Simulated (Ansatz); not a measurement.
MnGe: energy above lowest point against volume scale

Free energy against uniform scaling of the volume at fixed shape and fractions; periodic cell, basis, potentials, k mesh and filling as listed. The results are calculated, by Ansatz 0.2.0.

The cell before it is scaled or strained (space group P2_13, No. 198):
```
CELL_PARAMETERS angstrom
4.72500 0.00000 0.00000
0.00000 4.72500 0.00000
0.00000 0.00000 4.72500
ATOMIC_POSITIONS crystal
Mn 0.63711 0.13711 0.36289
Mn 0.13711 0.36289 0.63711
Mn 0.36289 0.63711 0.13711
Mn 0.86289 0.86289 0.86289
Ge 0.34236 0.84236 0.65764
Ge 0.84236 0.65764 0.34236
Ge 0.65764 0.34236 0.84236
Ge 0.15764 0.15764 0.15764
```

Settings of every row: functional PBEsol; dispersion none; potentials PAW; wave cutoff 421.78 eV; density cutoff 1687.1 eV; k mesh 6x6x6; k shift 0x0x0; occupations fermi dirac; smearing width 0.1 eV; spin collinear.

Limits: coarse k mesh, up to 40 meV an atom off; the cell comes from a prototype or a list of computed structures and needn't be the stable phase.

| row | volume scale | V (Å³/atom) | energy above lowest point (meV/atom) |
| --- | --- | --- | --- |
| 1 | 0.88 | 11.604 | 46.3 |
| 2 | 0.92 | 12.131 | 10.8 |
| 3 | 0.96 | 12.659 | 0 |
| 4 | 1 | 13.186 | ? |
| 5 | 1.04 | 13.714 | 30.7 |
| 6 | 1.08 | 14.241 | 68.7 |
| 7 | 1.12 | 14.768 | 116.7 |

Question: what energy above lowest point should row 4 give?

Worked fit of energy above lowest point. Take u = (V_r/V)^(2/3) − 1 with V_r = 13.187 Å³ an atom, which is twice the finite (Eulerian) strain; such expansions in the strain, on which the Birch-Murnaghan equation of state is built, carry the rest volume and the bulk modulus. The shown rows have u = 0.08899, 0.05722, 0.02762, -0.02579, -0.04997, -0.07271. Least squares give energy above lowest point = 7.43 − 627.1 × u + 11983 × u² meV/atom; a straight line predicts inner rows, each left out in turn, worse (root mean square 29 against 0.96 meV/atom). The rows lie off it by -0.2, 0.0, 0.7, -0.9, 0.0, 0.3 (root mean square 0.49 meV/atom). The withheld row has u = 5e-05, so the fit gives 7.43 − 627.1 × (5e-05) + 11983 × (5e-05)² = 7.4 meV/atom.

The calculation gave 6.7 meV/atom. The fit lies 0.7 meV/atom (10 % of the value, 0.6 % of the column's range) above it; its largest miss of a shown row is 0.9 meV/atom.
